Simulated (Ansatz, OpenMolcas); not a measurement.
## CH5GaO (SMILES C[O][GaH2]): the electronic atomisation energy, rung by rung

CH5GaO: 8 atoms, total charge 0, spin state singlet. SMILES: `C[O][GaH2]`. The shape is that of a PBE0-D4/def2-TZVP optimisation.

```
atom    x (Å)    y (Å)    z (Å)
   C  -0.6168   0.9726  -0.4229
   O  -0.7053  -0.2735   0.2135
  Ga   0.7032  -1.3020   0.5793
   H  -1.2002   0.9620  -1.3506
   H   0.4142   1.2562  -0.6766
   H  -1.0306   1.7542   0.2243
   H   2.0939  -0.7328   0.1429
   H   0.3417  -2.6367   1.2901
```

Quantity: the electronic atomisation energy, in eV. The values are calculated. Electronic energies at fixed atoms, without zero-point motion or spin-orbit coupling.

```
           level                    kind     program  value (eV)
   SVWN5/cc-pVDZ                     LDA  OpenMolcas       30.02
     PBE/cc-pVDZ                     GGA      Ansatz       26.36
    TPSS/cc-pVDZ                meta-GGA  OpenMolcas       26.46
   B3LYP/cc-pVDZ           global hybrid  OpenMolcas       25.84
   HSE06/cc-pVDZ  range-separated hybrid      Ansatz       25.92
PBE-QIDH/cc-pVDZ           double hybrid      Ansatz       25.56
RPA@PBE0/cc-pVDZ                     RPA      Ansatz       24.07
    CCSD/cc-pVDZ   coupled cluster or CI      Ansatz       24.42
```

All-electron rows without a relativistic Hamiltonian named are non-relativistic. Correlated wave functions underbind in double-zeta sets. The values span 24.07 to 30.02 eV. In the correlated wave-function rows the outer d shell of Ga is correlated, in sets not made for it.

The local-density value, 30.02 eV, stands well above all the others, and the largest change comes with the density gradient, which brings PBE to 26.36 eV. This is the familiar overbinding of the local approximation: its energy errors cancel poorly between the molecule and the free atoms, whose densities are more inhomogeneous, and gradient terms restore much of the balance. Beyond that step the descent is not strictly monotonic. TPSS lies slightly above PBE, and CCSD lies above RPA. The hybrids fall below both semilocal functionals, probably because exact exchange weakens the remaining bias towards the bonded system.

The gap between the density functionals and CCSD cannot be read as functional error, since CCSD omits the connected triple excitations that normally add to the binding. The closeness of RPA to CCSD is likewise no proof of accuracy, as RPA commonly underestimates atomisation energies. Because the quantity sums over all the bonds, it does not give the strength of the polar Ga–O link by itself.
